## When does a strained MnPt film stop obeying one stiffness?

A film grown on a substrate with a slightly different lattice spacing has to take over that spacing in its plane. The process engineer then has to decide whether the stress can be found by multiplying the misfit by one elastic constant, or whether the strained crystal must be calculated anew. For MnPt in the ferromagnetic state calculated here, one constant gives the stress to within about 8 % up to 2 % strain. At 3 % it overstates the stress by about a tenth, and the last per cent of compression meets only about half the usual stiffness, a drop that finer settings have yet to confirm.

Three magnitudes are worth remembering. A strain of 1 % costs about 7 meV per atom if all edges change together. It costs about 1 meV if only the plane is strained and the height may adjust, and half a meV in shear.

Ferromagnetic MnPt under strain (L1₀ type, 2 atoms in the cell, unstrained a = 2.877 Å, c = 3.487 Å), calculated with Ansatz 0.2.0 by density functional theory (PBEsol, scalar-relativistic PAW, collinear spin) with a 420 eV cutoff, a 14×14×12 k mesh and 0.1 eV Gaussian smearing. Energies are extrapolated to zero smearing, and all changes are relative to the unstrained cell.

```
strain kind  strain (%)                                           cell freedom  energy change (meV/atom)  volume change (%)  c change (%)
 biaxial ab          -3                              length and tilt of c free                      13.1              -2.35          3.79
 biaxial ab          -2                              length and tilt of c free                       6.2              -1.61          2.44
 biaxial ab          -1                              length and tilt of c free                       1.5              -0.78          1.23
 biaxial ab           1                              length and tilt of c free                       0.9               0.70         -1.29
 biaxial ab           2                              length and tilt of c free                       4.5               1.35         -2.59
 biaxial ab           3                              length and tilt of c free                      10.8               1.82         -4.02
  isotropic          -3                          cell held, all vectors scaled                      70.0              -8.73         -3.00
  isotropic          -2                          cell held, all vectors scaled                      31.3              -5.88         -2.00
  isotropic          -1                          cell held, all vectors scaled                       7.8              -2.97         -1.00
  isotropic           1                          cell held, all vectors scaled                       6.7               3.03          1.00
  isotropic           2                          cell held, all vectors scaled                      27.0               6.12          2.00
  isotropic           3                          cell held, all vectors scaled                      59.9               9.27          3.00
   shear ca           1  cell held, c moved along a by strain times its height                       0.5               0.00          0.00
   shear ca           2  cell held, c moved along a by strain times its height                       2.0               0.00          0.02
   shear ca           3  cell held, c moved along a by strain times its height                       4.5               0.00          0.05
   shear ca           4  cell held, c moved along a by strain times its height                       8.1               0.00          0.08
   shear ca           6  cell held, c moved along a by strain times its height                      18.0               0.00          0.18
```

In the biaxial rows the strain is the imposed change of the in-plane edge a, and the perpendicular edge c finds its own length. The film stress is therefore the stress in the plane, with none along c. All rows describe a ferromagnetic crystal, because a cell with a single Mn atom allows no other order of the Mn moments. Real ordered MnPt is antiferromagnetic, so the numbers belong to a model phase and should not be used unchanged as design data for a real film.

### The smooth pattern

Near its minimum the energy of a crystal has no slope, so the first term that counts is the square of the strain. A smaller cubic term makes compression and expansion unequal, since atoms resist being pushed together more than being pulled apart. In shear the cubic term vanishes by symmetry, because leaning c towards +a or towards −a gives mirror images of the same crystal.

The isotropic rows cost by far the most because they force the largest change of volume. At −3 % the isotropic cell loses 8.73 % of its volume, but the biaxial cell only 2.35 %, because c grows while a shrinks. The free edge thus removes most of the volume change, and with it most of the energy. What is left goes mainly into the change of shape.

### Lopsided energies at small strain

The first break shows in the biaxial energies at −1 and +1 %, which are 1.5 and 0.9 meV per atom. A cubic term would make this difference grow 27-fold on the way to ±3 %. In the table it grows only about fourfold, from 0.6 to 2.3 meV. Such slow growth points to a term linear in the strain, that is, to a minimum that does not lie exactly at zero strain.

The cause lies in the treatment of the metal's electrons. Smearing spreads their occupation over a small energy range around the Fermi level, the border between filled and empty states. This adds an entropy term to the energy, and the stress belongs to the free energy, which contains that term. The printed energies are instead extrapolated to zero smearing by adding back half of it. The starting cell is free of stress, so it sits at the minimum of the free energy and slightly beside the minimum of the printed energy.

The same calculations give the size of the effect. The entropy term is 6.17 meV per cell at −1 % and 4.29 meV at +1 %. Half of the difference, shared between two atoms, is (6.17 − 4.29)/4 = 0.47 meV per atom. This accounts for most of the 0.6 meV, and the remaining 0.1 meV is comparable with the rounding of the table.

A model with quadratic and cubic terms for the biaxial and isotropic strains, and a quadratic term for shear, was fitted to all rows, once with the printed energies and once with the free energies. The typical misfit falls from 0.33 to 0.12 meV per atom. The lopsidedness at ±1 % is therefore mostly a displacement of the minimum by about 0.1 % strain, which comes from the settings and not from the bonds. In the isotropic rows at ±3 %, by contrast, 8.4 of the 10.1 meV difference survives the correction, so there the greater resistance to compression is genuine within this model.

### What the stiffness should be

The second break is hard to see in the energies and plain in the stress. To judge it, the expected biaxial stiffness can be worked out from elastic constants, without using the stresses of the biaxial rows. The constants C₁₁, C₁₂, C₁₃ and C₃₃ link strains and stresses along the edges, with index 3 for the c axis.

1. Under isotropic strain of ±1 %, the in-plane stress changes at a rate of 514 GPa per unit strain, so C₁₁ + C₁₂ + C₁₃ = 514 GPa.
2. The stress along c is 6.29 GPa at −1 % and −5.47 GPa at +1 %, counted positive in compression. Its rate is (6.29 + 5.47)/0.02 = 588 GPa, which equals 2C₁₃ + C₃₃.
3. In the biaxial rows c changes by 1.26 % for each per cent of a, in the opposite direction. Since no stress is left along c, 2C₁₃ = 1.26 C₃₃.
4. Hence C₃₃ = 588/2.26 = 260 GPa, C₁₃ = 164 GPa and C₁₁ + C₁₂ = 350 GPa.
5. The relaxing c edge relieves part of the in-plane stress, which leaves C₁₁ + C₁₂ − 1.26 C₁₃ = 144 GPa with unrounded values.

The biaxial stresses at ±1 % give 146 GPa, so at small strain both kinds of deformation share one set of constants. The same route serves for any small strains along the edges that keep a and b equal; for unequal ones C₁₁ and C₁₂ would be needed separately. For a misfit of 1.5 %, for instance, it gives a stress of about 2.2 GPa.

### The two ends of the biaxial series

Between −2 and +2 % the stiffness from one cell to the next, with the unstrained cell included, stays between 137 and 156 GPa. In the last step of compression it drops to 79 GPa, and in the last step of expansion to 104 GPa. The edge c joins in, for with each per cent of a it moves by 1.35 and 1.43 % in these outer steps, more than in any step between them. The rows that break the pattern are thus the biaxial ones at −3 and +3 %.

For the film this means that a constant 144 GPa predicts 4.3 GPa at 3 % strain, while the calculation gives 3.9 GPa on either side. The total stress is off by only a tenth because the softening enters late. Where within the last per cent it begins cannot be read from cells spaced 1 % apart.

The energies offer a separate check, since the work done against the stress must equal the change in free energy. From −2 to −3 % the free energy rises by 6.5 meV per atom. The computed stress accounts for 6.3 meV, whereas an undiminished stiffness would have required 6.9 meV, so the softening in compression shows in the energies too. In the last step of expansion the change in free energy lies about midway between the two expectations and does not decide.

This also shows why the energy column looks so smooth. Stress is the slope of the energy and stiffness is its curvature, and a curvature that halves over a short stretch hardly alters the energy itself. A good parabola through the energies is therefore weak evidence for a constant stiffness.

### Why the ends may soften

The isotropic rows serve as a control. Their in-plane stiffness falls steadily from 595 GPa in the most compressed step to 391 GPa in the most expanded one, with no sudden drop. If the softening of the biaxial ends is real, its cause is therefore tied to the change of shape, or too small to show against the much stiffer isotropic response. A switch to another magnetic state is not seen, for the moment of the cell changes by only 0.13 μB in the last step of compression and 0.02 μB in that of expansion.

Theory offers a mechanism of this kind. Isotropic strain shifts related electron bands in much the same way, but a change of shape raises some and lowers others. In a metal, electrons then move from the raised bands into the lowered ones, and the energy gained makes the crystal softer. The effect can set in abruptly when strain brings the edge of a band to the Fermi level.

For MnPt this remains a conjecture. The entropy term, which grows with the number of states near the Fermi level, does rise towards −3 % and turns up again at +3 %. It is nearly as large in the isotropic cell at −3 %, however, where no sudden softening occurs. A finite mesh of electron wave vectors can also imitate such a step, and a repeat of the ±2 and ±3 % cells on a denser mesh would show whether the softening survives. The fits and the stepwise stiffnesses are printed below.

Output of the analysis:

```
fit of energy_change on 17 rows: coefficient of b*strain**2 1.328 +/- 0.028, coefficient of b*strain**3 -0.04805 +/- 0.0098, coefficient of i*strain**2 7.229 +/- 0.028, coefficient of i*strain**3 -0.1941 +/- 0.0098, coefficient of sh*strain**2 0.501 +/- 0.0096; rms 0.327, worst isotropic -0.833, leave-one-out rms 0.79
fit of F on 17 rows: coefficient of b*strain**2 1.298 +/- 0.011, coefficient of b*strain**3 -0.01844 +/- 0.0037, coefficient of i*strain**2 7.219 +/- 0.011, coefficient of i*strain**3 -0.1568 +/- 0.0037, coefficient of sh*strain**2 0.4994 +/- 0.0036; rms 0.124, worst isotropic -0.335, leave-one-out rms 0.358
biaxial, energy at -1 % less that at +1 %, table, meV/atom: 0.6
the same from free energies, meV/atom: 0.1288
biaxial, energy at -3 % less that at +3 %, table, meV/atom: 2.3
the same from free energies, meV/atom: 0.8935
isotropic, energy at -3 % less that at +3 %, table, meV/atom: 10.1
the same from free energies, meV/atom: 8.376
estimated biaxial shift of the minimum by the extrapolation, % strain: 0.09074
biaxial stiffness expected from linear elasticity, GPa: 143.8
biaxial stiffness between neighbouring strained rows from -3 to +3 %, GPa: 78.58, 155.6, 145.8, 150.4, 103.9
isotropic in-plane stress slope between the same strains, GPa: 595.1, 573.3, 514.3, 445.7, 390.9
biaxial c shrinkage per % of a between neighbouring rows, %: 1.35, 1.21, 1.26, 1.3, 1.43
free-energy change from -3 to -2 % and from +2 to +3 %, meV/atom: -6.467, 6.201
the same from the work of the computed stress, meV/atom: -6.348, 6.037
the same if the expected stiffness had held in the last step, meV/atom: -6.938, 6.394
biaxial smearing entropy term from -3 to +3 %, meV per cell: 9.489, 7.757, 6.172, 4.287, 3.468, 3.863
isotropic smearing entropy term from -3 to +3 %, meV per cell: 9.157, 8.771, 6.627, 3.957, 2.787, 2.262
```
